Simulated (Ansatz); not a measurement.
LaAgO₃: pressure and energy above lowest point against volume scale

Free energy against uniform scaling of the volume at fixed shape and fractions; periodic cell, basis, potentials, k mesh and filling as listed. The results are calculated, by Ansatz 0.2.0.

The cell before it is scaled or strained (space group Pm-3m, No. 221):
```
cell vectors (Å)
   4.1084     0.0000     0.0000
   0.0000     4.1084     0.0000
   0.0000     0.0000     4.1084
atoms (fractions of the cell vectors)
La  0.50000  0.50000  0.50000
Ag  0.00000  0.00000  0.00000
O   0.50000  0.00000  0.00000
O   0.00000  0.50000  0.00000
O   0.00000  0.00000  0.50000
```

Settings of every row: functional LDA; dispersion none; potentials PAW; wave cutoff 500 eV; density cutoff 2000 eV; k mesh 6x6x6; k shift 0x0x0; occupations fermi dirac; smearing width 0.15 eV; spin none.

Limits: coarse k mesh, up to 40 meV an atom off; the cell comes from a prototype or a list of computed structures and needn't be the stable phase.

| row | volume scale | V (Å³/atom) | pressure (GPa) | energy above lowest point (meV/atom) |
| --- | --- | --- | --- | --- |
| 1 | 0.9 | 12.482 | 4.2 | 3.3 |
| 2 | 0.925 | 12.829 | -1 | 0 |
| 3 | 0.95 | 13.176 | -5.46 | 7.1 |
| 4 | 0.975 | 13.522 | -9.28 | 23.2 |
| 5 | 1 | 13.869 | -12.54 | 46.9 |
| 6 | 1.025 | 14.216 | -15.33 | 77.1 |
| 7 | 1.05 | 14.563 | ? | ? |
| 8 | 1.075 | 14.909 | -19.72 | 153.5 |
| 9 | 1.1 | 15.256 | -21.42 | 198.1 |

Question: what pressure and energy above lowest point should row 7 give?

Worked fit of pressure. Take u = (V_r/V)^(2/3) − 1 with V_r = 13.695 Å³ an atom, which is twice the finite (Eulerian) strain; such expansions in the strain, on which the Birch-Murnaghan equation of state is built, carry the rest volume and the bulk modulus. The shown rows have u = 0.06378, 0.04451, 0.02609, 0.00851, -0.00838, -0.02458, -0.05505, -0.06943. Least squares give pressure = −10.967 + 193.41 × u + 658.4 × u² + 593 × u³ GPa; a parabola predicts inner rows, each left out in turn, worse (root mean square 0.042 against 0.0051 GPa). The rows lie off it by 0.00, 0.00, 0.00, -0.01, 0.00, 0.00, 0.00, 0.00. The pressure vanishes at u = 0.0484, or V = 12.76 Å³ an atom, and there the bulk modulus at fixed shape and fractions is B = −V dP/dV = (2/3)(1 + u) dP/du = 183 GPa. The withheld row has u = -0.04014, so the fit gives −10.967 + 193.41 × (-0.04014) + 658.4 × (-0.04014)² + 593 × (-0.04014)³ = -17.71 GPa.

The calculation gave -17.7 GPa. The fit lies 0.01 GPa (0.039 % of the column's range) below it, one unit of the last digit.

Worked fit of energy above lowest point. Take u = (V_r/V)^(2/3) − 1 with V_r = 13.695 Å³ an atom, which is twice the finite (Eulerian) strain; such expansions in the strain, on which the Birch-Murnaghan equation of state is built, carry the rest volume and the bulk modulus. The shown rows have u = 0.06378, 0.04451, 0.02609, 0.00851, -0.00838, -0.02458, -0.05505, -0.06943. Least squares give energy above lowest point = 34.11 − 1406.3 × u + 14136 × u² + 5334 × u³ meV/atom; a parabola predicts inner rows, each left out in turn, worse (root mean square 0.37 against 0.047 meV/atom). All shown rows lie on it to the printed digit. Its lowest point lies at u = 0.0484, or V = 12.76 Å³ an atom, and the curvature there gives the bulk modulus at fixed shape and fractions, B = (4/9)(1 + u)² E″(u)/V = 183 GPa. The withheld row has u = -0.04014, so the fit gives 34.11 − 1406.3 × (-0.04014) + 14136 × (-0.04014)² + 5334 × (-0.04014)³ = 113.0 meV/atom.

The calculation gave 112.9 meV/atom. The fit lies 0.1 meV/atom (0.05 % of the column's range) above it, one unit of the last digit.
